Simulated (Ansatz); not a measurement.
# How methods differ on BH3 (borane)

BH3 has 4 atoms, charge 0, and is taken as a singlet. As SMILES, `B`. The shape is that of a PBE0-D4/def2-TZVP optimisation. The run starts from this shape.

Each level gives the adiabatic ionisation energy (to the doublet cation, no zero-point term) (eV). The values are calculated.

| level | kind | program | value (eV) | CPU time (all runs) |
| --- | --- | --- | --- | --- |
| HF/STO-3G | Hartree–Fock | Ansatz | 10.94 | 1.7 s |
| HF/3-21G | Hartree–Fock | Ansatz | 11.35 | 1.1 s |
| HF/6-31G* (Cartesian functions) | Hartree–Fock | Ansatz | 11.31 | 1.5 s |
| SVWN5/def2-TZVP | LDA | Ansatz | 11.84 | 9.1 s |
| PBE/def2-SVP | GGA | Ansatz | 11.75 | 13 s |
| r2SCAN/def2-TZVP | meta-GGA | Ansatz | 11.83 | 24 s |
| B3LYP/6-31G* (Cartesian functions) | global hybrid | Ansatz | 12.17 | 4.9 s |
| B3LYP-D4/def2-TZVP | global hybrid | Ansatz | 12.20 | 10 s |
| wB97M-V/def2-TZVPD | range-separated hybrid | Ansatz | 12.21 | 45 s |
| B2PLYP/cc-pVTZ | double hybrid | Ansatz | 11.99 | 27 s |

The values span 10.94 to 12.21 eV. CPU times are rough (shared hosts, several kinds of processor): they show what a rung costs within a factor of a few.

Every Hartree–Fock value lies below every density-functional value, and the main reason is electron correlation. Ionisation breaks up an electron pair in a B–H bonding orbital, so the neutral molecule loses correlation energy that Hartree–Fock never counted, and the cation comes out too close in energy. The minimal basis lowers the result further, to 10.94 eV, whereas going from 3-21G to 6-31G* changes little.

Among the functionals, the LDA, GGA and meta-GGA values lie close together, below the hybrids, with the double hybrid in between at 11.99 eV. The share of exact exchange alone cannot explain this order, since Hartree–Fock has the most and gives the lowest values; the balance between exchange and correlation probably matters more. The two B3LYP results, 12.17 and 12.20 eV, suggest that basis-set effects are small at that level.

The electron leaves a degenerate pair of orbitals, so the planar, threefold-symmetric cation is subject to Jahn–Teller distortion. Without vertical energies, the contribution of that relaxation cannot be separated out.
